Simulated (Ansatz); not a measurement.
SnO: pressure against volume scale

All results are calculated (Ansatz 0.2.0). Periodic Kohn-Sham DFT of a crystal at fixed atoms, scaled to volume_scale times the given cell; pressure positive in compression, energy less spherical unpolarised free atoms, largest_vzz the field gradient of largest size among the nuclei.

The cell before it is scaled or strained (space group P4/nmm, No. 129):
```
cell vectors (Å)
   3.8020     0.0000     0.0000
   0.0000     3.8020     0.0000
   0.0000     0.0000     4.8360
atoms (fractions of the cell vectors)
Sn  0.00000  0.50000  0.23850
Sn  0.50000  0.00000  0.76150
O   0.00000  0.00000  0.00000
O   0.50000  0.50000  0.00000
```

Settings of every row: method frozen-core PAW; functional PBEsol; relativity scalar; k mesh 8x8x6; filling fermi-dirac; smearing width 0.01 eV; wave cutoff 420 eV; paw set soft_2.

Atom start moment: 0 on all atoms.

Limits: PAW files made with PBE; field gradient without spin-orbit coupling on heavy atoms; no gap: field gradients move with the k mesh; small gap, it may come from the mesh.

| row | volume scale | V (Å³/atom) | pressure (GPa) | largest V_zz (1e21 V/m^2) |
| --- | --- | --- | --- | --- |
| 1 | 0.94 | 16.428 | 6.72 | -18.129 |
| 2 | 0.96 | 16.777 | 4.191 | -17.721 |
| 3 | 0.98 | 17.127 | 1.927 | -17.321 |
| 4 | 0.99 | 17.302 | 0.888 | -17.13 |
| 5 | 1 | 17.476 | -0.068 | -17.004 |
| 6 | 1.01 | 17.651 | -0.968 | -16.899 |
| 7 | 1.02 | 17.826 | -1.843 | -16.737 |
| 8 | 1.04 | 18.175 | -3.477 | -16.376 |
| 9 | 1.06 | 18.525 | ? | ? |

Question: what pressure should row 9 give?

Worked fit of pressure. Take u = (V_r/V)^(2/3) − 1 with V_r = 17.389 Å³ an atom, which is twice the finite (Eulerian) strain; such expansions in the strain, on which the Birch-Murnaghan equation of state is built, carry the rest volume and the bulk modulus. The shown rows have u = 0.03863, 0.02417, 0.01017, 0.00335, -0.00332, -0.00992, -0.01641, -0.02904. Least squares give pressure = 0.411 + 145.99 × u + 441.98 × u² GPa; a straight line predicts inner rows, each left out in turn, worse (root mean square 0.16 against 0.022 GPa). The rows lie off it by 0.010, -0.007, -0.014, -0.017, 0.001, 0.026, 0.023, -0.021 (root mean square 0.017 GPa). The pressure vanishes at u = -0.0028, or V = 17.46 Å³ an atom, and there the bulk modulus at fixed shape and fractions is B = −V dP/dV = (2/3)(1 + u) dP/du = 95.4 GPa. Letting shape and atoms relax would as a rule lower it, by much in layered, chain or molecular crystals. The withheld row has u = -0.04131, so the fit gives 0.411 + 145.99 × (-0.04131) + 441.98 × (-0.04131)² = -4.866 GPa.

The calculation gave -4.947 GPa. The fit lies 0.081 GPa (1.6 % of the value, 0.69 % of the column's range) above it; its largest miss of a shown row is 0.026 GPa. This row lies beyond the range of the fit.

The other values of row 9: largest V_zz -16.016 1e21 V/m^2.
